**Additive element increments in the correlation energy of chalcogen radicals**

The table holds frozen-core UHF-based MP2, CCSD and (T) correlation energies in def2-SVP, T1 diagnostics and PBE gaps for (HO)₂B–X (X = S, Se, Te) and CH₃GaXH (X = O, S, Se), computed with Ansatz 0.2.0 at PBE0-D4/def2-TZVP geometries. The program carries the S→Se increments from one frame to the other without fitted constants, compares the same-spin share of the increment with pair counting in a d¹⁰ shell, and rescales T1 by the root of the number of correlated electrons. The increments transfer to 0.04 eV in MP2 and 0.006 eV in (T), but the sign of the small change of the triples share in the boron frame is missed. An energy proportional to the electron count fails by 1.7 to 6.7 eV, and the triples share follows the PBE gap in no single direction. The output also lists basis-function counts, the spin-resolved gaps of CH4GaS and the cis-to-trans change at CH4GaSe.

Gas-phase doublet radicals in which the atom marked * in the frame (SMILES) varies, computed with Ansatz 0.2.0: unrestricted MP2, CCSD and CCSD(T) in def2-SVP with the default frozen cores, at PBE0-D4/def2-TZVP geometries. PBE gaps are from unrestricted PBE-D4/def2-TZVPP, with HOMO and LUMO taken over both spins. Te carries a def2 core potential.

## Analysis program

```python
# Table: frozen-core UHF MP2/CCSD/(T) correlation energies (def2-SVP), T1 and PBE gap of XB(OH)2 and
# CH3GaXH radicals, Ansatz 0.2.0, PBE0-D4/def2-TZVP geometries. Tested: additive element increments carried
# between frames, spin-pair counting, T1 dilution; against energy ~ electron count and triples ~ gap.
T = {
    'formula': ['BH2O2S', 'BH2O2Se', 'BH2O2Te', 'CH4GaO', 'CH4GaS', 'CH4GaSe'],
    'member': ['*B(O)O', '*B(O)O', '*B(O)O', 'H*[Ga][CH3]', 'H*[Ga][CH3]', 'H*[Ga][CH3]'],
    'element': ['S', 'Se', 'Te', 'O', 'S', 'Se'],
    'Z': [16, 34, 52, 8, 16, 34],
    'en': [2.58, 2.55, 2.1, 3.44, 2.58, 2.55],
    's2': [0.755, 0.754, 0.754, 0.754, 0.753, 0.753],
    'r_mean': [1.82, 1.966, 2.184, 1.383, 1.793, 1.917],  # Å
    'ncorr': [23, 33, 33, 27, 27, 37],
    'mp2': [-15.01, -17.93, -14.87, -14.5, -12.84, -15.72],  # eV
    'ss_share': [0.266, 0.286, 0.274, 0.278, 0.273, 0.295],
    'ccsd_mp2': [-0.79, -0.47, -0.64, -0.35, -0.7, -0.41],  # eV
    'triples': [-0.378, -0.444, -0.391, -0.432, -0.442, -0.502],  # eV
    't_share': [2.39, 2.41, 2.52, 2.91, 3.26, 3.11],  # %
    't1': [0.0135, 0.0115, 0.0118, 0.0153, 0.0133, 0.012],
    'gap': [0.64, 0.44, 0.31, 1.25, 1.17, 1.08],  # eV
}
import numpy as np
f = T['formula']; ix = {n: i for i, n in enumerate(f)}
g = lambda k: np.array(T[k], float)
N, mp2, sh, dcc, tr, ts, t1, gap, en = map(g, ['ncorr', 'mp2', 'ss_share', 'ccsd_mp2', 'triples', 't_share', 't1', 'gap', 'en'])
ss = sh*mp2; opp = mp2 - ss; cc = mp2 + dcc; nrm = t1*np.sqrt(N)
# typed from further outputs of the same runs: frozen, correlated alpha, empty alpha orbitals; largest single amplitude
orb = np.array([[8, 12, 50], [12, 17, 55], [7, 17, 54], [11, 14, 55], [15, 14, 55], [19, 19, 60]])
big = [0.0439, 0.0448, 0.0457, 0.0517, 0.0354, 0.0394]
rest = np.array([52]*3 + [66]*3)   # def2-SVP functions off X: B, C, O 14, H 5, Ga 32
val = np.array([23]*3 + [17]*3)    # s and p valence electrons of the frame
print('row | d electrons | MP2 per e (eV) | CCSD (eV) | MP2/CCSD | T1*sqrt(N) | largest single | functions all, on X, empty')
for i, n in enumerate(f):
    s = orb[i].sum()
    print(f'{n:8s} {N[i]-val[i]:3.0f} {mp2[i]/N[i]:7.3f} {cc[i]:7.2f} {mp2[i]/cc[i]:6.3f} {nrm[i]:7.4f} {big[i]:7.4f} {s:4d} {s-rest[i]:3d} {orb[i,2]:3d}')
print('step | dN | dEN | changes in eV: MP2, same-spin, opposite-spin, CCSD-MP2, CCSD, (T)')
steps = [('BH2O2S', 'BH2O2Se'), ('CH4GaS', 'CH4GaSe'), ('BH2O2Se', 'BH2O2Te'), ('BH2O2S', 'BH2O2Te'), ('CH4GaO', 'CH4GaS')]
for a, b in steps:
    d = lambda x: x[ix[b]] - x[ix[a]]
    print(f'{a}->{b}: {d(N):+.0f} {d(en):+.2f} | {d(mp2):+.2f} {d(ss):+.2f} {d(opp):+.2f} {d(dcc):+.2f} {d(cc):+.2f} {d(tr):+.3f}')
print('rounding limit of one step: MP2 0.01, CCSD 0.02, spin parts 0.02, (T) 0.001 eV; twice that between frames')
P = [(ix[a], ix[b]) for a, b in steps[:2]]
print(f'same-spin pair fraction by counting: lone bond pair 0, d10 shell 20/45 = {20/45:.3f}')
inc = []
for a, b in P:
    dm, ds, dc, dt = mp2[b]-mp2[a], ss[b]-ss[a], cc[b]-cc[a], tr[b]-tr[a]
    inc.append((dm, ds, dc, dt))
    print(f'increment {f[a]}->{f[b]}: MP2 per added e {dm/10:.3f} eV, same-spin share {ds/dm:.3f} (S row {sh[a]:.3f}),')
    print(f'   MP2/CCSD {dm/dc:.3f}, (T)/CCSD {100*dt/dc:.2f} % (S row {ts[a]:.2f} %, Se row {ts[b]:.2f} %)')
print("Se row from its S row plus the other frame's increment: model / table / difference")
for (a, b), (dm, ds, dc, dt) in zip(P, inc[::-1]):
    m, c, t = mp2[a]+dm, cc[a]+dc, tr[a]+dt
    out = [('MP2 eV', m, mp2[b], 2), ('CCSD-MP2 eV', c-m, dcc[b], 2), ('(T) eV', t, tr[b], 3),
           ('same-spin share', (ss[a]+ds)/m, sh[b], 3), ('(T) share %', 100*t/c, ts[b], 2)]
    for n, p, o, k in out:
        print(f'  {f[b]} {n}: {p:.{k}f} / {o:.{k}f} / {p-o:+.{k}f}')
print('MP2 proportional to correlated electrons (eV), and T1 from dilution alone: model / table')
for a, b in steps:
    a, b = ix[a], ix[b]; p = mp2[a]*N[b]/N[a]
    print(f'  {f[b]} from {f[a]}: MP2 {p:.2f} / {mp2[b]:.2f} (off {p-mp2[b]:+.2f}); T1 {nrm[a]/np.sqrt(N[b]):.4f} / {t1[b]:.4f}')
r = lambda s: np.corrcoef(gap[s], ts[s])[0, 1]
print(f'(T) share vs PBE gap, r: all {r(slice(0,6)):+.2f}, B frame {r(slice(0,3)):+.2f}, Ga frame {r(slice(3,6)):+.2f} (3 rows each)')
# typed from the same runs: PBE levels of CH4GaS (eV); coordinates of C, Ga, X, H on X (Angstrom)
aH, aL, bH, bL = -4.658, -2.047, -6.243, -3.484
print(f'CH4GaS gaps (eV): alpha to beta {bL-aH:.2f}, alpha-alpha {aL-aH:.2f}, beta-beta {bL-bH:.2f}')
geo = {'CH4GaO': [[-.83, .55, -.25], [1.06, .06, -.74], [1.92, -1.12, .32], [1.40, -1.44, 1.07]],
       'CH4GaS': [[-.76, .66, -.34], [.08, -.02, 1.34], [1.75, -1.50, 1.15], [1.70, -1.51, -.20]],
       'CH4GaSe': [[-1.03, .70, -.38], [-.09, -.80, .54], [2.27, -.81, .35], [2.42, -2.03, 1.15]]}
ang = lambda u, v: np.degrees(np.arccos(np.clip(u@v/np.linalg.norm(u)/np.linalg.norm(v), -1, 1)))
for n, x in geo.items():
    C, G, X, H = np.array(x); u = (X-G)/np.linalg.norm(X-G); p, q = C-G, H-X
    print(f'{n}: Ga-X {np.linalg.norm(X-G):.2f} A, C-Ga-X {ang(p, u):.0f} deg, C-Ga-X-H {ang(p-(p@u)*u, q-(q@u)*u):.0f} deg')
assert inc[0][0] < 0 and abs(inc[0][0] - inc[1][0]) < 0.1
assert all(sh.max() < i[1]/i[0] < 20/45 for i in inc)
assert (dcc < 0).all() and all(i[0]/i[2] > 1 for i in inc)
assert all(t1[b] < t1[a] and nrm[b] > nrm[a] for a, b in P)
```

Printed output:

```
row | d electrons | MP2 per e (eV) | CCSD (eV) | MP2/CCSD | T1*sqrt(N) | largest single | functions all, on X, empty
BH2O2S     0  -0.653  -15.80  0.950  0.0647  0.0439   70  18  50
BH2O2Se   10  -0.543  -18.40  0.974  0.0661  0.0448   84  32  55
BH2O2Te   10  -0.451  -15.51  0.959  0.0678  0.0457   78  26  54
CH4GaO    10  -0.537  -14.85  0.976  0.0795  0.0517   80  14  55
CH4GaS    10  -0.476  -13.54  0.948  0.0691  0.0354   84  18  55
CH4GaSe   20  -0.425  -16.13  0.975  0.0730  0.0394   98  32  60
step | dN | dEN | changes in eV: MP2, same-spin, opposite-spin, CCSD-MP2, CCSD, (T)
BH2O2S->BH2O2Se: +10 -0.03 | -2.92 -1.14 -1.78 +0.32 -2.60 -0.066
CH4GaS->CH4GaSe: +10 -0.03 | -2.88 -1.13 -1.75 +0.29 -2.59 -0.060
BH2O2Se->BH2O2Te: +0 -0.45 | +3.06 +1.05 +2.01 -0.17 +2.89 +0.053
BH2O2S->BH2O2Te: +10 -0.48 | +0.14 -0.08 +0.22 +0.15 +0.29 -0.013
CH4GaO->CH4GaS: +0 -0.86 | +1.66 +0.53 +1.13 -0.35 +1.31 -0.010
rounding limit of one step: MP2 0.01, CCSD 0.02, spin parts 0.02, (T) 0.001 eV; twice that between frames
same-spin pair fraction by counting: lone bond pair 0, d10 shell 20/45 = 0.444
increment BH2O2S->BH2O2Se: MP2 per added e -0.292 eV, same-spin share 0.389 (S row 0.266),
   MP2/CCSD 1.123, (T)/CCSD 2.54 % (S row 2.39 %, Se row 2.41 %)
increment CH4GaS->CH4GaSe: MP2 per added e -0.288 eV, same-spin share 0.393 (S row 0.273),
   MP2/CCSD 1.112, (T)/CCSD 2.32 % (S row 3.26 %, Se row 3.11 %)
Se row from its S row plus the other frame's increment: model / table / difference
  BH2O2Se MP2 eV: -17.89 / -17.93 / +0.04
  BH2O2Se CCSD-MP2 eV: -0.50 / -0.47 / -0.03
  BH2O2Se (T) eV: -0.438 / -0.444 / +0.006
  BH2O2Se same-spin share: 0.286 / 0.286 / +0.000
  BH2O2Se (T) share %: 2.38 / 2.41 / -0.03
  CH4GaSe MP2 eV: -15.76 / -15.72 / -0.04
  CH4GaSe CCSD-MP2 eV: -0.38 / -0.41 / +0.03
  CH4GaSe (T) eV: -0.508 / -0.502 / -0.006
  CH4GaSe same-spin share: 0.294 / 0.295 / -0.001
  CH4GaSe (T) share %: 3.15 / 3.11 / +0.04
MP2 proportional to correlated electrons (eV), and T1 from dilution alone: model / table
  BH2O2Se from BH2O2S: MP2 -21.54 / -17.93 (off -3.61); T1 0.0113 / 0.0115
  CH4GaSe from CH4GaS: MP2 -17.60 / -15.72 (off -1.88); T1 0.0114 / 0.0120
  BH2O2Te from BH2O2Se: MP2 -17.93 / -14.87 (off -3.06); T1 0.0115 / 0.0118
  BH2O2Te from BH2O2S: MP2 -21.54 / -14.87 (off -6.67); T1 0.0113 / 0.0118
  CH4GaS from CH4GaO: MP2 -14.50 / -12.84 (off -1.66); T1 0.0153 / 0.0133
(T) share vs PBE gap, r: all +0.86, B frame -0.88, Ga frame -0.54 (3 rows each)
CH4GaS gaps (eV): alpha to beta 1.17, alpha-alpha 2.61, beta-beta 2.76
CH4GaO: Ga-X 1.80 A, C-Ga-X 118 deg, C-Ga-X-H 0 deg
CH4GaS: Ga-X 2.24 A, C-Ga-X 118 deg, C-Ga-X-H 0 deg
CH4GaSe: Ga-X 2.37 A, C-Ga-X 116 deg, C-Ga-X-H 180 deg
```
